# What splits the band pairs at X and Z of rutile SnO$_2$?

**Question.** Ignoring spin, bands stick in pairs at $X=(0,\pi/a,0)$ and $Z=(0,0,\pi/c)$. Which changes lift the pairing, in which direction, and by how much?

## The rule

Let $\{R|v\}r=Rr+v$ and $D(\{E|T\})=e^{-ik\cdot T}$ for lattice vectors $T$. For $R$ leaving $k$ fixed up to a reciprocal vector, define $\Gamma(R)=e^{ik\cdot v}D(\{R|v\})$. Since $\{R_1|v_1\}\{R_2|v_2\}=\{R_1R_2|v_1+R_1v_2\}$,

$$\Gamma(R_1)\Gamma(R_2)=w(R_1,R_2)\,\Gamma(R_1R_2),\qquad w=e^{-ig_1\cdot v_2},\qquad g_1=R_1^{-1}k-k .$$

Associativity makes $w$ a 2-cocycle: $w(R_1,R_2)w(R_1R_2,R_3)=w(R_1,R_2R_3)w(R_2,R_3)$. For commuting $R_1,R_2$,

$$\Gamma(R_1)\Gamma(R_2)=\beta\,\Gamma(R_2)\Gamma(R_1),\qquad \beta=\frac{w(R_1,R_2)}{w(R_2,R_1)}=e^{-i(g_1\cdot v_2-g_2\cdot v_1)} .$$

Determinants give $\beta^d=1$ in dimension $d$. So $\beta\neq1$ forbids $d=1$, and $\beta=-1$ forces even $d$.

In $P4_2/mnm$, Sn sits at $A=0$ and $B=\tau=(a,a,c)/2$. With the origin on $A$, the operations $I$, $C_{2z}$, $m_z$ and the diagonal axes and mirrors have $v=0$, while $C_{4z}^{\pm}$, $S_4^{\pm}$, $C_{2x}$, $C_{2y}$, $m_x$, $m_y$ carry $\tau$. Take $R_1=I$, $R_2=m_x$: $g_1=-2k$, $g_2=0$, and $g_1\cdot\tau=-\pi$ at both points, so $\beta=-1$. The sum $\sum d^2$ equals the co-group order. At $X$ it is 8, giving two doublets. At $Z$ it is 16, giving four doublets (one quartet would leave no room for the doublet built below).

## Reasoning

1. **Move the origin by $s$.** Then $v\to v+Rs-s$ and $\Gamma(R)$ gains $e^{ig_R\cdot s}$. This rephasing keeps the class of $w$ and cancels in $\beta$: no effect.
2. **Change $a$, $c$, or put Ti on both sites.** The lengths cancel in $g\cdot\tau$: no splitting.
3. **Stress along [100], or shear $\varepsilon_{xz}$.** Inversion and the glide $\{m_y|\tau\}$ survive, with $X$, $Z$ read as half reciprocal vectors. This pair also has $\beta=-1$: no splitting at any magnitude that keeps this symmetry.
4. **Step toward $\Gamma$ by $q$.** Now every $g=0$ and $w=1$, so the $\Gamma(R)$ form ordinary representations of the co-group of the line, and the doublets of each point together restrict to its regular representation. From $X$ the co-group is the abelian $C_{2v}$, so both doublets may split. From $Z$ it is $C_{4v}$, with regular representation $A_1+A_2+B_1+B_2+2E$, so only two of the four doublets may split. The other two become $E$ and stay degenerate all the way to $\Gamma$. They are the ones odd under $C_{2z}$, such as those built from cation $p_x,p_y$: $C_{2z}$ is the commutator of $m_x$ with a diagonal mirror and so equals $+1$ in every one-dimensional representation. The $s$-orbital doublet is even under $C_{2z}$ and splits from both points, the in-phase combination dropping.
5. **Replace $B$ by another cation in every cell.** All $\tau$ operations vanish, $w=1$, and the state on the atom with the deeper level drops.
6. **Shear $\varepsilon_{xy}$.** Every $\tau$ operation reverses $\varepsilon_{xy}$ and swaps $A$ with $B$. These operations are lost, and the $A$–$B$ level difference is odd in strain.

## Calculation

Use one $s$ orbital per cation, hopping $-t$ along the eight $A$–$B$ bonds and levels $\pm\delta/2$. Same-sublattice hopping along $c$ is kept equal on $A$ and $B$ and cancels:

$$f=-8t\cos\tfrac{k_xa}{2}\cos\tfrac{k_ya}{2}\cos\tfrac{k_zc}{2},\qquad \Delta E=\sqrt{\delta^2+4f^2}.$$

At $X$ and $Z$ inversion acts as $\sigma_z$ and the glide as $\sigma_x$, which anticommute, and $f=0$. Stepping inward at $\delta=0$ gives $\Delta E=16t\sin(qa/2)$ from $X$ and $16t\sin(qc/2)$ from $Z$.

Compiled measured values: $a=4.73735$ Å, $c=3.1864$ Å (Hiroi 2015); $C_{11}=261.7$, $C_{12}=177.2$, $C_{44}=103.07$ GPa (Oses 2018). Assumed inputs: $t=0.3$ eV, chosen so that $16t=4.8$ eV lies near the typical spacing, roughly 5 eV, of the two lowest conduction levels at $\Gamma$; $\delta=0.5$ eV for substitution; $\delta=\Xi\varepsilon_{xy}$ with $\Xi=5$ eV, an order of magnitude only, of undetermined sign.

| Change | Size | Model splitting |
|---|---|---|
| 1 GPa along [100] | $\varepsilon_{xx}-\varepsilon_{yy}=\sigma/(C_{11}-C_{12})=1.2\%$ | 0 |
| 1 GPa shear $xz$ | $2\varepsilon_{xz}=\sigma/C_{44}=0.97\%$ | 0 |
| Step from $X$ | $q=0.02$ Å$^{-1}$ | 0.23 eV |
| Step from $Z$ | $q=0.02$ Å$^{-1}$ | 0.15 eV |
| Substitution | $\delta=0.5$ eV | 0.5 eV at $X$ and $Z$ |
| Shear $xy$ | $\varepsilon_{xy}=0.01$ | 0.05 eV |

The slope ratio between $X$ and $Z$ is $a/c=1.49$ in the model, whatever $t$ is. Substitution acts in first order at the boundary but only in second order at $\Gamma$, where the spacing grows by $\delta^2/32t=0.026$ eV at fixed $t$. A 1% change in $t$, neglected here, already moves that spacing by 0.048 eV. The zeros follow from symmetry alone. The nonzero splittings belong to the model, which has no oxygen orbitals, and not to SnO$_2$.